## Appendix: The exact pendulum period in an $n$-fold potential

**Reference solution.** For $\ddot\theta+\omega_0^2\sin\theta=0$ with amplitude $\theta_0<\pi$ and modulus $k=\sin(\theta_0/2)$, energy conservation gives $\dot\theta^2=4\omega_0^2[k^2-\sin^2(\theta/2)]$. On a forward swing the substitution $\sin(\theta/2)=k\sin\psi$ yields $\dot\psi=\omega_0\sqrt{1-k^2\sin^2\psi}$. With $t=0$ at the lowest point,

$$\sin\frac{\theta}{2}=k\,\mathrm{sn}(\omega_0t,k),\qquad T=\frac{4K(k)}{\omega_0}=\frac{2\pi}{\omega_0}\left(1+\frac{\theta_0^2}{16}+\frac{11\theta_0^4}{3072}+\dots\right),$$

where sn is the Jacobi function and $K(k)=\int_0^{\pi/2}d\psi\,(1-k^2\sin^2\psi)^{-1/2}$. With $t=0$ at release from rest, the argument of sn is $K-\omega_0t$. At $k=1$, $K$ diverges and the motion is the separatrix $\theta=4\arctan e^{\omega_0t}-\pi$.

**System.** A hindered rotor has moment of inertia $I$ and potential $V=\tfrac12V_n(1-\cos n\varphi)$, hence

$$\ddot\varphi+\Omega^2\sin n\varphi=0,\qquad \Omega^2=\frac{nV_n}{2I}.$$

A laboratory model is a point-mass pendulum of mass $m$ and length $l=1$ m, coupled by a massless, frictionless gear to a massless shaft so that $\theta=n\varphi$. Then $I=n^2ml^2$, $V_n=2mgl$ and $\Omega^2=g/(nl)$. Take $n=3$, the approximate value $g=9.81$ m s$^{-2}$, and release from rest at $\theta_0=90^\circ$, that is $\varphi_0=30^\circ$.

**Wrong attempt (its result is false).** The equation for $\varphi$ is read as the standard one:

1. $\ddot\varphi+\Omega^2\sin3\varphi=0$ with $\Omega=\sqrt{g/3l}=1.808$ s$^{-1}$.
2. Set $\omega_0=\Omega$ and $k=\sin(\varphi_0/2)=0.2588$.
3. $K=1.5981$, so $T_{\rm wrong}=4K/\Omega=3.535$ s.

**Symptom.** A massless gear adds no energy term, so the period cannot depend on $n$. Yet at small amplitude the attempt gives $2\pi/\Omega=3.475$ s, while the bob swings with $2\pi\sqrt{l/g}=2.006$ s. Second, $\varphi_0\to60^\circ$ puts the bob upright, on the barrier top, where the period must diverge. The attempt gives a finite 3.729 s there.

**Faulty line.** Line 1 is correct and line 3 only evaluates. Line 2 fails, because the reference solution requires the argument of the sine to be the variable that is differentiated. Linearising line 1 already gives $\ddot\varphi+3\Omega^2\varphi=0$.

**Mended calculation.** Multiply the equation of motion by $n$ and set $\theta=n\varphi$. This gives $\ddot\theta+n\Omega^2\sin\theta=0$, so

$$\omega_0=\sqrt n\,\Omega=n\sqrt{\frac{V_n}{2I}},\qquad k=\sin\frac{n\varphi_0}{2},\qquad \sin\frac{n\varphi}{2}=k\,\mathrm{sn}(\omega_0t,k).$$

The energy above the minimum is $E=V(\varphi_0)=k^2V_n$, and the separatrix lies at $\varphi_0=\pi/n$. For the geared pendulum $\omega_0=\sqrt{g/l}=3.132$ s$^{-1}$, independent of $n$. With $k=\sin45^\circ=0.7071$ and $K=1.8541$,

$$T=\frac{4K}{\omega_0}=2.368\ \text{s},$$

which is 1.180 times the small-amplitude period. The series cut after $\theta_0^4$ gives 1.176.

**Size of the error.** The ratio contains neither $I$ nor $V_n$:

$$\frac{T_{\rm wrong}}{T}=\sqrt n\,\frac{K(\sin(\varphi_0/2))}{K(\sin(n\varphi_0/2))}=1.732\times0.862=1.493 .$$

| Rescaling omitted | Period (s) | Error (%) |
|---|---|---|
| none | 2.368 | – |
| frequency only | 4.101 | +73.2 |
| angle only | 2.041 | −13.8 |
| both | 3.535 | +49.3 |

The wrong period is 1.167 s too long, and the two omissions partly cancel. The same ratio holds for the classical orbit of any purely threefold rotor released at $30^\circ$. The wrong modulus also misplaces that orbit in the well, implying $E/V_3=k^2=0.067$ instead of $1/2$. For an approximate ethane torsional barrier of 0.13 eV, this is $E=0.0087$ eV ($E/k_B=1.0\times10^2$ K) instead of 0.065 eV ($7.5\times10^2$ K).